## Fibonacci stacks: trace map against matrix products

**Trace map.** Take words $S_0=B$, $S_1=A$, $S_{n+1}=S_nS_{n-1}$. $S_n$ has $F_n$ blocks ($F_0=F_1=1$), $F_{n-1}$ of them $A$, and $\tau=(1+\sqrt5)/2$. Unimodular transfer matrices obey $M_{n+1}=M_{n-1}M_n$ and $M_{n-2}^{-1}=M_{n-1}M_n^{-1}$. Adding these, with $M_n+M_n^{-1}=2x_n\mathbb 1$ and $x_n=\tfrac12\operatorname{tr}M_n$, gives
$$x_{n+1}=2x_nx_{n-1}-x_{n-2}.$$
Hence $I=x_{n+1}^2+x_n^2+x_{n-1}^2-2x_{n+1}x_nx_{n-1}-1$ is conserved, and $x_{n+1},x_{n-2}$ are the roots $x_nx_{n-1}\pm\sqrt{(x_n^2-1)(x_{n-1}^2-1)+I}$.

For masses $m_A,m_B$, springs $K$ and spacing $a$, $M=\begin{pmatrix}2-m\omega^2/K&-1\\1&0\end{pmatrix}$ gives $I=[(m_A-m_B)\omega^2/2K]^2$. For $m_A\ne m_B$ the bounded orbits form a Cantor spectrum. The mass sequence has Fourier components $2\pi p/\tau a$ with integer $p$. At weak contrast Bragg reflection ($2q$ equal to one of them, $N=qa/\pi$ modes per site) opens gaps at $N=p/\tau \bmod 1$, and $N$ stays fixed while a gap stays open. As $\omega\to0$, $I\to0$ and $v=a\sqrt{K/\bar m}$ with $\bar m=m_A/\tau+m_B/\tau^2$.

**Target.** We want the attenuation per block in a gap, $\gamma=\lim s_n/F_n$, with $\cosh s_n=|x_n|$.

**Work and memory.** Work counts real multiplications on full $2\times2$ matrices, without the final evaluation. Memory excludes scratch.
- Direct product: $8(F_n-1)\sim\tau^n$; 12 numbers plus the letter sequence.
- Matrix recursion: $8(n-1)$; 8 numbers.
- Trace map in $y=2x$: 4 for $y_2$, then one per generation, $n+2$ in total; 3 numbers.

**Deviation.** The growing root gives $s_{n+1}-s_n-s_{n-1}\approx4Ie^{-2s_{n+1}}$. Thus $s_n\to\gamma F_n+\beta(-\tau)^{-n}$, and $s_n/F_n$ has relative error $\epsilon_{\rm tr}\propto\tau^{-2n}$. The matrix routes give the transmission between identical leads, $T_n=1/(x_n^2+w_n^2)$ with $w_n=(M_{12}-M_{21})/2$ in the basis below. The estimator $-\ln T_n/2F_n$ keeps a bounded offset divided by $F_n$, so $\epsilon_T\propto\tau^{-n}$.

**Solvable stack.** Consider LA waves along [001] between GaAs leads. A layer of phase $\phi$ and impedance $Z=zZ_{\rm GaAs}$ acts on displacement and scaled stress $(u,\sigma/\omega Z_{\rm GaAs})$ as $\begin{pmatrix}\cos\phi&\sin\phi/z\\-z\sin\phi&\cos\phi\end{pmatrix}$. Let $A$ be quarter-wave AlAs followed by quarter-wave GaAs, and $B$ half-wave GaAs. Then $M_A=-\operatorname{diag}(\eta^{-1},\eta)$ with $\eta=Z_{\rm GaAs}/Z_{\rm AlAs}$, $M_B=-\mathbb 1$ and $I=0$. With $\lambda=\ln\eta$, exactly,
$$s_n=\lambda F_{n-1},\quad T_n=\cosh^{-2}s_n,\quad\gamma=\lambda/\tau,$$
$$\epsilon_{\rm tr}=-\frac{(-\tau)^{-n}}{F_n},\qquad\epsilon_T=\frac{\ln\cosh s_n}{\gamma F_n}-1\to-\frac{\ln2}{\gamma F_n}.$$
Typical inputs are formula masses 144.64 u (GaAs) and 101.90 u (AlAs) and a lattice constant of 5.66 Å. $C_{11}=119.9$ GPa is the compiled AlAs value (Krieger 1995), and this stiffness and the cell are assumed common to both. The model gives $\eta=\sqrt{144.64/101.90}=1.191$, $\lambda=0.1751$, $\gamma=0.1082$, and velocities 5.67 (AlAs) and 4.76 km/s (GaAs). At 300 GHz the quarter waves are 4.72 and 3.96 nm. This frequency, 10.0 cm$^{-1}$, lies far below the compiled GaAs TO frequency, 271 cm$^{-1}$ (Han 2011), which supports the continuum description.

| $n$ | $F_n$ | direct | recursion | $\epsilon_T$ | trace | $\epsilon_{\rm tr}$ |
|---|---|---|---|---|---|---|
| 4 | 5 | 32 | 24 | $-0.76$ | 6 | $-2.9\times10^{-2}$ |
| 8 | 34 | 264 | 56 | $-0.19$ | 10 | $-6.3\times10^{-4}$ |
| 12 | 233 | 1856 | 88 | $-2.7\times10^{-2}$ | 14 | $-1.3\times10^{-5}$ |
| 16 | 1597 | 12768 | 120 | $-4.0\times10^{-3}$ | 18 | $-2.8\times10^{-7}$ |

From $n=18$, $e^{2s_n}$ exceeds the double-precision limit $2^{1024}$. Rescaling by powers of two cures this and is not counted.

**Choice** (whole generations, no extrapolation).
- $|\epsilon|\le10^{-2}$: the trace map needs $n=6$ and 8 multiplications; the matrix routes need $n=15$ and 112 (recursion) or 7888 (direct).
- $|\epsilon|\le10^{-4}$: $n=10$ and 12, against $n=24$ and 184 or 600192.
- Budget 20: the trace map reaches $n=18$, $\epsilon_{\rm tr}=-4.1\times10^{-8}$; both matrix routes stop at $n=3$, $\epsilon_T=-0.81$.
- Budget 120, matrix routes only: recursion reaches $n=16$, the direct product $n=6$ with $\epsilon_T=-0.455$.

The trace map wins for $\gamma$, but in general it only bounds $T_n\le x_n^{-2}$. Recursion is the cheaper matrix route to $T_n$, and thickness disorder, which breaks the substitution rule, forces the direct product. One more arccosh improves the trace route: since $\tau F_n+F_{n-1}=\tau^{n+1}$, the ratio $(\tau s_n+s_{n-1})/\tau^{n+1}$ cancels the $\beta$ term. It is exact for this stack and otherwise leaves only the terms $4Ie^{-2s}$.